# Bond-order conservation heats of adsorption (Shustorovich)

## Statement

Each two-centre bond has the Morse energy $E=Q_0(x^2-2x)$, where $x=e^{-(r-r_0)/a}$ is the bond order and $Q_0$ the well depth. Energies add over nearest neighbours, the metal is rigid, coverage is zero, and zero-point energy is ignored. The orders of all bonds of the adsorbate sum to 1. A heat $Q>0$ means binding relative to the gas-phase species.

**Atom A in an $n$-fold site**, with $Q_{0A}$ the depth of one metal–A bond, independent of $n$:
$$Q_n=Q_{0A}\left(2-\frac1n\right).$$

**Molecule AB bound end-on through A**, with bond energy $D_{AB}$ and no metal–B bond:
$$Q_{AB,n}=\frac{Q_{0A}^2}{Q_{0A}/n+D_{AB}},\qquad D_{AB}>Q_{0A}\left(1-\frac1n\right).$$

Both are exact minima of the model. The approximation lies in the assumptions.

## Proof

**Smallest atomic case, $n=2$.** With orders $u$ and $1-u$, $E=Q_{0A}[u^2+(1-u)^2-2]$. The minimum is at $u=\tfrac12$, so $Q_2=\tfrac32Q_{0A}$.

**Smallest molecular case, $n=1$.** The metal–A order is $x$ and the A–B order is $y=1-x$. Since $y^2-2y=x^2-1$, the energy relative to the free molecule ($-D_{AB}$) is
$$\Delta E=(Q_{0A}+D_{AB})x^2-2Q_{0A}x .$$
Bonding to the metal gains energy linearly in $x$, while the A–B bond, starting at its minimum, loses only $D_{AB}x^2$. Hence $x^*=Q_{0A}/(Q_{0A}+D_{AB})$ and $Q_{AB,1}=Q_{0A}x^*$.

**General $n$.** For metal–A orders $x_i$ with sum $x$,
$$\sum_i x_i^2=\frac{x^2}{n}+\sum_i\left(x_i-\frac xn\right)^2,$$
so equal shares minimise the energy, and the metal–A energy is $Q_{0A}(x^2/n-2x)$. Setting $x=1$ gives $Q_n$. Adding $D_{AB}x^2$ gives
$$x^*=\frac{Q_{0A}}{Q_{0A}/n+D_{AB}},\qquad Q_{AB,n}=Q_{0A}x^*.$$
These reduce to the two small cases. The stated condition is $x^*<1$. Otherwise the minimum lies at $y=0$, the A–B bond is broken, and $Q=Q_n-D_{AB}$. The two branches join at $Q=Q_{0A}$.

## N$_2$ end-on on Fe

Typical inputs: $D_{\rm NN}\approx226$ kcal/mol, and a heat $Q_{\rm N}\approx140$ kcal/mol for atomic N on Fe(100), in a hollow assumed fourfold. Then $Q_{0\rm N}=140/(2-\tfrac14)=80$ kcal/mol. The molecular branch holds for every $n$, because $D_{\rm NN}>Q_{0\rm N}$.

| $n$ | $Q_n$ (kcal/mol) | $x^*$ | $y^*$ | $Q_{{\rm N_2},n}$ (kcal/mol) |
|---|---|---|---|---|
| 1 | 80 | 0.26 | 0.74 | 21 |
| 2 | 120 | 0.30 | 0.70 | 24 |
| 4 | 140 (input) | 0.33 | 0.67 | 26 |
| $\infty$ | 160 | 0.35 | 0.65 | 28 |

On top, the Fe–N bond gains $Q_{0\rm N}(2x^*-x^{*2})=36$ kcal/mol and the N–N bond loses $D_{\rm NN}x^{*2}=15$ kcal/mol, leaving 21 kcal/mol (0.91 eV). From $n=1$ to $n=4$ the atom gains 60 kcal/mol and the molecule 5 kcal/mol, because $D_{\rm NN}$ dominates the denominator.

**Sensitivity.** $\partial\ln Q_{AB,n}/\partial\ln Q_{0A}=2-x^*/n=1.74$ on top. An assumed 5 % uncertainty in $Q_{\rm N}$ moves the heat by about 2 kcal/mol.

**Neglected outer atom.** Let the outer N bond to the same $n$ atoms with the same $Q_{0\rm N}$ and total order $\lambda x$, $0\le\lambda\le1$, so that $y=1-(1+\lambda)x$. Then
$$\Delta E=\left[\frac{Q_{0\rm N}(1+\lambda^2)}{n}+D_{\rm NN}(1+\lambda)^2\right]x^2-2Q_{0\rm N}(1+\lambda)x,$$
$$Q(\lambda)=\frac{Q_{0\rm N}^2}{D_{\rm NN}+\dfrac{Q_{0\rm N}}{n}\dfrac{1+\lambda^2}{(1+\lambda)^2}} .$$
The ratio $(1+\lambda^2)/(1+\lambda)^2$ falls from 1 to $\tfrac12$, so the term acts at most like $n\to2n$. On top it adds up to 3 kcal/mol. The ranges over $0\le\lambda\le1$ are 20.9–24.1 ($n=1$), 24.1–26.0 ($n=2$) and 26.0–27.1 ($n=4$) kcal/mol, and they meet only at their ends. At equal $\lambda$ the order top < bridge < hollow is kept, while the gap from $n=1$ to $n=4$ narrows from 5 to 3 kcal/mol as $\lambda$ goes from 0 to 1. Even with $\lambda=1$ on top and $\lambda=0$ elsewhere, top only ties bridge and stays 2 kcal/mol below the hollow. The term therefore cannot reverse the model's preference for high coordination among $n=1,2,4$; any doubt about that preference must come from the other assumptions.

**Size of the miss.** The 21 kcal/mol is the model's number, not that of iron. A typical heat for end-on N$_2$ on Fe is roughly 7 kcal/mol, so the model overbinds by about a factor of 3. The outer-atom term only raises $Q$ and cannot close this gap.